# Margin notes on cubic and semi-diagonal quartic constants from displaced Hessians

**On the conventions.** With dimensionless normal coordinates $q_i$ and all constants in cm$^{-1}$,
$$V=\tfrac12\sum_i\omega_iq_i^2+\tfrac16\sum_{ijk}\phi_{ijk}q_iq_jq_k+\tfrac1{24}\sum_{ijkl}\phi_{ijkl}q_iq_jq_kq_l+\dots$$
The sums are unrestricted, so each $\phi$ is a plain partial derivative at the minimum. The number of modes is $n=3N-6$, or $3N-5$ for a linear molecule. LiF has $n=1$. "Semi-diagonal" means that at least two indices agree.

**On the stencil.** Along mode $i$ the Hessian element is $H_{jk}(q_i)=\omega_j\delta_{jk}+\phi_{ijk}q_i+\tfrac12\phi_{iijk}q_i^2+\tfrac16\phi_{iiijk}q_i^3+\tfrac1{24}\phi_{iiiijk}q_i^4+\dots$ Its odd and even parts give
$$\frac{H_{jk}(+d_i)-H_{jk}(-d_i)}{2d}=\phi_{ijk}+\frac{d^2}{6}\phi_{iiijk}+O(d^4),$$
$$\frac{H_{jk}(+d_i)+H_{jk}(-d_i)-2H_{jk}(0)}{d^2}=\phi_{iijk}+\frac{d^2}{12}\phi_{iiiijk}+O(d^4).$$
Two displacements per mode and the reference make $2n+1$ Hessians, three for LiF. The scheme is usually credited to Schneider and Thiel (1989). It misses only the $\binom n4$ constants with four different indices.

**On the frame.** The displaced Cartesian Hessian must be contracted with the normal-mode vectors of the reference, with no reorientation and no removal of rotations at the displaced geometry. There the rotation vectors overlap the reference modes at order $d$, and the Hessian couples them to the modes at order $d$ because the gradient is nonzero. Projection changes $H_{jk}$ at order $d^2$, and so changes $\phi_{iijk}$ by an amount that survives $d\to0$. In a diatomic the overlap vanishes.

**On the best step.** Let each Hessian element carry noise bounded by $\epsilon$, and let $M$ be the magnitude of the derivative in the truncation term, fifth order for the cubic constant and sixth for the quartic. The bounds are $Md^2/6+\epsilon/d$ and $Md^2/12+4\epsilon/d^2$. Zero slope gives $d_3=(3\epsilon/M)^{1/3}$ and $d_4=(48\epsilon/M)^{1/4}$, with minima $Md_3^2/2\propto\epsilon^{2/3}$ and $Md_4^2/6\propto\epsilon^{1/2}$. For independent random noise of rms size $\epsilon$, the mean squares $M^2d^4/36+\epsilon^2/2d^2$ and $M^2d^4/144+6\epsilon^2/d^4$ leave $d_3$ unchanged and replace 48 by $\sqrt{864}=29.4$. Worst-case bounds are used below.

**On the alternatives.** Every route needs normal modes, so let each start from one reference Hessian, which brings $E_0$, $g_0$ and $H_0$. For one mode, with $\pm$ marking values at $q=\pm d$ and $\phi_n$ the $n$th derivative, Taylor expansion gives

| route | estimate of $\phi_3$ | excess | estimate of $\phi_4$ | excess |
|---|---|---|---|---|
| H | $(H_+-H_-)/2d$ | $\frac{\phi_5d^2}{6}+\frac{\phi_7d^4}{120}$ | $(H_++H_--2H_0)/d^2$ | $\frac{\phi_6d^2}{12}+\frac{\phi_8d^4}{360}$ |
| G | $(g_++g_--2g_0)/d^2$ | $\frac{\phi_5d^2}{12}+\frac{\phi_7d^4}{360}$ | $3(g_+-g_--2dH_0)/d^3$ | $\frac{\phi_6d^2}{20}+\frac{\phi_8d^4}{840}$ |
| E | $3(E_+-E_--2dg_0)/d^3$ | $\frac{\phi_5d^2}{20}+\frac{\phi_7d^4}{840}$ | $12(E_++E_--2E_0-d^2H_0)/d^4$ | $\frac{\phi_6d^2}{30}+\frac{\phi_8d^4}{1680}$ |

Gradients and energies have smaller truncation constants and divide the noise by higher powers of $d$. These schemes are called H2, G2 and E2. Richardson's combination $[4A(d)-A(2d)]/3$ of any estimate $A$ removes the $d^2$ term, multiplies the $d^4$ term by $-4$ and doubles the displaced points. That gives H4, G4 and E4.

**On the number of points.** For gradients take $u=e_i+e_j$. The odd part of $g_k$ along $u$ gives $\phi_{iiik}+3\phi_{iijk}+3\phi_{ijjk}+\phi_{jjjk}$. The outer terms come from single-mode points, which leaves $\phi_{iijk}+\phi_{ijjk}$. The three pairs of a triple give three such sums of three unknowns, a system with determinant 2. For $k=j$ every term except $\phi_{iijj}$ is known from single-mode points, and the even part yields $\phi_{ijk}$. Two points per mode and two per pair make $n^2+n$ gradients. With energies each $\pm$ pair gives one quartic equation, and the unknowns number $n+3\binom n2+3\binom n3=(n^3+n)/2$. The directions $(1,1),(1,-1),(2,1)$ for pairs and $(1,1,1),(1,1,-1),(1,-1,1)$ for triples give nonsingular systems, so $n^3+n$ energies are needed and suffice. For CF$_4$, an etch gas with $n=9$, there are 165 cubic and 369 semi-diagonal quartic constants. Without symmetry they take 18 displaced Hessians, 90 gradients or 738 energies.

**On the price of one point.** Write the coupled-cluster energy as a Lagrangian $L=E(t,x)+\lambda\cdot\Omega(t,x)$, stationary in the amplitudes $t$ and multipliers $\lambda$. An energy needs one solve, $\Omega=0$. A gradient is $L_x$ and needs a second, $L_t=0$. Differentiating once more gives the asymmetric form $L_{xy}+L_{xt}t^y+L_{x\lambda}\lambda^y$. The response equations $L_{\lambda x}+L_{\lambda t}t^x=0$ and $L_{ty}+L_{tt}t^y+L_{t\lambda}\lambda^y=0$ turn the last term into $t^x(L_{ty}+L_{tt}t^y)$, which leaves the symmetric form
$$\frac{d^2E}{dx\,dy}=L_{xy}+L_{xt}t^y+L_{yt}t^x+L_{tt}t^xt^y .$$
With perturbations taken along the $n$ reference modes, the symmetric Hessian needs $n+2$ solves and stores $n+2$ amplitude vectors. The asymmetric one needs $2n+2$ solves and four vectors at a time. A gradient stores two and an energy one. At the CCSD level a vector has of order $o^2v^2$ numbers and an iteration costs of order $o^2v^4$ operations, for $o$ occupied and $v$ virtual orbitals. All solves involve the Jacobian $\Omega_t$ or its transpose, so they are counted as equal. With the symmetric Hessian the totals are
$$S_{H2}=(2n+1)(n+2),\qquad S_{G2}=n+2+2(n^2+n),\qquad S_{E2}=n+2+n^3+n.$$
H2 and G2 both grow as $2n^2$. E2 grows as $n^3$ and undercuts G2 only when $n^2-2n-1<0$, that is for $n\le2$. The stored Hessians, $(2n+1)n(n+1)/2$ numbers or 855 for CF$_4$, are negligible beside one amplitude vector. Derivative integrals, orbital response, the final contractions and noniterative triples are left out of the count.

**On the price of tight convergence.** For linear convergence the iterations grow with the digits gained. Put $\epsilon=\epsilon_0\,10^{-k}$ and $W=Sk$, in units of the operations that gain one digit in one solve. Three assumptions fix the model. The starting deviation is $\epsilon_0=10^3$ cm$^{-1}$ (4.6 m$E_h$). The same $\epsilon$, in cm$^{-1}$ per power of $q$, holds for $E$, $g$ and $H$. Thresholds and rounding stop the gain at $k=8$, where $\epsilon=10^{-5}$ cm$^{-1}$ or $4.6\times10^{-11}E_h$. A larger $\epsilon_0$ adds a constant to every $k$ and favours small $S$.

**On the model.** Take $\hat H=\tfrac\omega2p^2+D(1-e^{-\beta q})^2$ with $D=\omega/2\beta^2$, so that $V''(0)=\omega$. With $y=\beta q$ and $\Lambda=1/\beta^2$ the equation is $-\psi_{yy}+\Lambda^2(1-e^{-y})^2\psi=(2E/\omega\beta^2)\psi$. The functions $z^{\Lambda-v-1/2}e^{-z/2}L_v^{(2\Lambda-2v-1)}(z)$ with $z=2\Lambda e^{-y}$ solve it with eigenvalue $\Lambda^2-(\Lambda-v-\tfrac12)^2$, so
$$E_v=\omega(v+\tfrac12)-\tfrac12\omega\beta^2(v+\tfrac12)^2,\qquad \phi_n=\omega(-\beta)^{n-2}(2^{n-1}-1).$$
The inputs are typical values for $^7$Li$^{19}$F: $\omega=910$ cm$^{-1}$, $\omega x=\tfrac12\omega\beta^2=8$ cm$^{-1}$, masses 7.016 and 18.998 u. Then $\beta=0.13260$, $\mu=5.124$ u, and unit $q$ is $(\hbar/2\pi c\omega\mu)^{1/2}=0.0850$ Å. The constants $\phi_3$ to $\phi_8$ are $-361.99$, $112$, $-31.82$, $8.721$, $-2.350$ and $0.628$ cm$^{-1}$. A noise of $10^{-4}$ cm$^{-1}$ in $H$ is $1.8\times10^{-8}\,E_h/a_0^2$.

**On the target.** First order in $\phi_4q^4/24$ shifts level $v$ by $\phi_4(2v^2+2v+1)/32$. Second order in $\phi_3q^3/6$ shifts it by $-\phi_3^2(30v^2+30v+11)/288\omega$. The anharmonic shift of the fundamental is
$$\Delta=\frac{\phi_4}{8}-\frac{5\phi_3^2}{24\omega}=\omega\beta^2\left(\tfrac78-\tfrac{15}8\right)=-\omega\beta^2=-16\ \text{cm}^{-1}.$$
This equals the exact $E_1-E_0-\omega$. The perturbation formula is exact here, so any deviation belongs to the differentiation. To first order $\delta\Delta=\delta\phi_4/8+s\,\delta\phi_3$ with $s=-5\phi_3/12\omega=5\beta/4=0.1657$.

**On the shared step.** One set of Hessians serves both constants, so one step must do. At $\epsilon=10^{-4}$ cm$^{-1}$, $d_3=0.021$ and $d_4=0.153$, with bounds of 0.0071 and 0.034 cm$^{-1}$ on the constants. For $\Delta$ the truncation term is $Td^2$ with $T=\phi_6/96+s\phi_5/6=0.0908-0.8791=-0.788$ cm$^{-1}$, or $-\tfrac{269}{96}\omega\beta^4$. The cubic constant dominates it. The noise weights of $H_\pm$ are $1/8d^2\pm s/2d$ and that of $H_0$ is $-1/4d^2$. For $d<1/4s$ their magnitudes add to $1/2d^2$, with no share from the cubic constant. Hence
$$B(d)=|T|d^2+\frac{\epsilon}{2d^2},\qquad d^*=\left(\frac{\epsilon}{2|T|}\right)^{1/4},\qquad B^*=\sqrt{2|T|\epsilon}=1.26\sqrt{\epsilon},$$
in cm$^{-1}$. Here $d^*=0.089$, or 0.0076 Å, and $B^*=0.013$ cm$^{-1}$, against 0.11 at $d_3$ and 0.021 at $d_4$. With $r=d/d^*$ the bound is $B=\tfrac12B^*(r^2+r^{-2})$, so a step too long and a step too short by the same factor cost the same. The two values differ because $d_3$ is 4.2 times shorter than $d^*$ and $d_4$ only 1.7 times longer. The closed form $H=\omega(2e^{-2\beta q}-e^{-\beta q})$ tests the leading term. At $d=0.1$ it gives $\delta\phi_3=-0.0530$, $\delta\phi_4=0.0073$ and $\delta\Delta=-0.00788$ cm$^{-1}$, and $Td^2$ has the same digits.

**On how the deviation falls.** The same steps give $B=|T|d^p+\epsilon N(d)$ for every scheme, with $N$ the sum of the magnitudes of the weights. If $N\approx C/d^m$, then $d^*=(mC\epsilon/p|T|)^{1/(p+m)}$ and $B^*=(1+p/m)|T|d^{*p}\propto\epsilon^{p/(p+m)}$. A further decade of accuracy then costs $S(p+m)/p$ units, listed in the last column.

| scheme | $S$, $n=1$ | $S$, $n=9$ | $p$ | $T$/cm$^{-1}$ | $N(d)$ | exponent | $W$ per decade, $n=1$ |
|---|---|---|---|---|---|---|---|
| H2 | 9 | 209 | 2 | $-0.788$ | $\frac1{2d^2}$ | 1/2 | 18 |
| G2 | 7 | 191 | 2 | $-0.385$ | $\frac3{4d^3}+\frac{3/4+2s}{d^2}$ | 2/5 | 17.5 |
| E2 | 5 | 749 | 2 | $-0.227$ | $\frac6{d^4}+\frac{3/2+6s}{d^2}$ | 1/3 | 15 |
| H4 | 15 | 407 | 4 | 0.0121 | $\frac2{3d^2}$ | 2/3 | 22.5 |
| G4 | 11 | 371 | 4 | 0.00395 | $\frac{33}{32d^3}+\frac{15/16+5s/2}{d^2}$ | 4/7 | 19.25 |
| E4 | 7 | 1487 | 4 | 0.00167 | $\frac8{d^4}+\frac{15/8+15s/2}{d^2}$ | 1/2 | 14 |

The fourth-order forms of $N$ hold for $d$ below $1/8s$, $3/16s$ and $1/4s$. The $k=5$ optima lie slightly beyond these limits and are computed from the true sum of magnitudes.

**On the table of bounds.** Minimising $B$ over $d$ with the full $N$ gives the bound on $|\delta\Delta|$ in cm$^{-1}$. The work of an entry is $Sk$.

| scheme | $k=5$ | $k=6$ | $k=7$ | $k=8$ | $d^*$ at $k=7$ |
|---|---|---|---|---|---|
| H2 | 0.13 | 0.040 | 0.013 | 0.0040 | 0.089 |
| G2 | 0.20 | 0.073 | 0.027 | 0.011 | 0.20 |
| E2 | 0.31 | 0.13 | 0.061 | 0.028 | 0.42 |
| H4 | 0.015 | 0.0033 | 0.00071 | 0.00015 | 0.37 |
| G4 | 0.024 | 0.0056 | 0.0014 | 0.00034 | 0.61 |
| E4 | 0.034 | 0.0093 | 0.0027 | 0.00080 | 0.93 |

Two terms are neglected. Higher truncation orders matter most for E4 at $k=5$, where $d^*=1.7$ and they add under 2 per cent to $|T|d^4$. Noise in the $\omega$ of the denominator of $\Delta$ has weight $15\beta^2/8=0.033$, at most 3 per cent of $N$. Two figures are all that the bounds support.

**On the choice for LiF.** Among the six schemes at $k=5$ to 8:

| demand | choice | $W$ | bound/cm$^{-1}$ | next best |
|---|---|---|---|---|
| accuracy 0.5 | E2, $k=5$ | 25 | 0.31 | G2 or E4, $W=35$ |
| accuracy 0.05 | E4, $k=5$ | 35 | 0.034 | E2, $W=40$ |
| accuracy 0.01 | E4, $k=6$ | 42 | 0.0093 | G4, $W=66$ |
| accuracy 0.001 | E4, $k=8$ | 56 | 0.00080 | G4, $W=88$ |
| accuracy 0.0002 | H4, $k=8$ | 120 | 0.00015 | none |
| budget 50 | E4, $k=7$ | 49 | 0.0027 | G2, 0.027 |
| budget 100 | G4, $k=8$ | 88 | 0.00034 | E4, 0.00080 |

The three-Hessian scheme is never the choice. E4 has the same exponent, fewer solves and a smaller constant. Its price is reach: at $k=5$ the outer points lie at $q=\pm3.4$, or $\pm0.29$ Å, where the result leans on high derivatives. Hessians win when noise and not work is the limit, since H4 has the lowest bound in every column.

**On the choice for nine modes.** As an illustration, keep the bounds of the model mode and use the counts for $n=9$. These are not accuracies for CF$_4$. An accuracy of 0.05 cm$^{-1}$ costs 1254 with H2 at $k=6$, 1337 with G2 at $k=7$ and 7435 with E4 at $k=5$. For 0.01, H2 at $k=8$ costs 1672 and G4 at $k=6$ costs 2226. For 0.001, H4 at $k=7$ costs 2849 and G4 at $k=8$ costs 2968. A budget of 1000 admits only G2 at $k=5$ ($W=955$, bound 0.20), and a budget of 2000 is best spent on H2 at $k=8$ (bound 0.0040). Energies drop out by a wide margin. The margins between H and G are within the crudeness of the count, and two facts bear on them. First, the diagonal bounds flatter gradients. $\phi_{iijj}$ combines four odd-part estimates with weights $\tfrac13(1,-1,-3,-1)$, so its gradient noise is $12\epsilon/d^3$, twice the diagonal value, while Hessians keep $4\epsilon/d^2$. Second, memory can reverse the order. If 11 amplitude vectors do not fit, the asymmetric Hessian costs 20 solves, $S_{H2}=380$ and $S_{G2}=200$. The 0.05 target then costs 2280 with H2 and 1400 with G2.

**On free checks.** Displaced Hessians give $\phi_{ijk}$ with three different indices three times and $\phi_{iijj}$ twice, and the scatter estimates the deviation. LiF has no such redundancy, but each Hessian run also returns a gradient. The combinations $2\phi_3^G-\phi_3^H$ and $\tfrac12(5\phi_4^G-3\phi_4^H)$ cancel the $d^2$ terms and leave $-\phi_7d^4/360$ and $-\phi_8d^4/840$. For $\Delta$ this gives $T=0.00099$ cm$^{-1}$ and $N=15/8d^3+(15/8+4s)/d^2$ from the same nine solves. At $k=8$ the bound is 0.00028 cm$^{-1}$ at $d=0.58$ for $W=72$, which improves on the budget-100 entry. In a polyatomic molecule the device covers only $\phi_{iik}$ and $\phi_{iiik}$.

**On what the numbers mean.** The bounds are the model's. $\omega$ and $\omega x$ were chosen to reproduce the typical behaviour of LiF, so $\Delta=-16$ cm$^{-1}$ is an input and no test. The fit forces $D=\omega^2/4\omega x=25878$ cm$^{-1}$, or 3.21 eV, about half the typical well depth of roughly 6 eV. The constants $\phi_5$ to $\phi_8$ are therefore not those of the molecule. The bounds depend on them only as $|T|^{m/(p+m)}$, so a factor 2 in $T$ moves the H2 bound by 1.41 and the H4 bound by 1.26. None of the bounds includes the level of theory, the basis set or the higher perturbation orders that a non-Morse potential brings.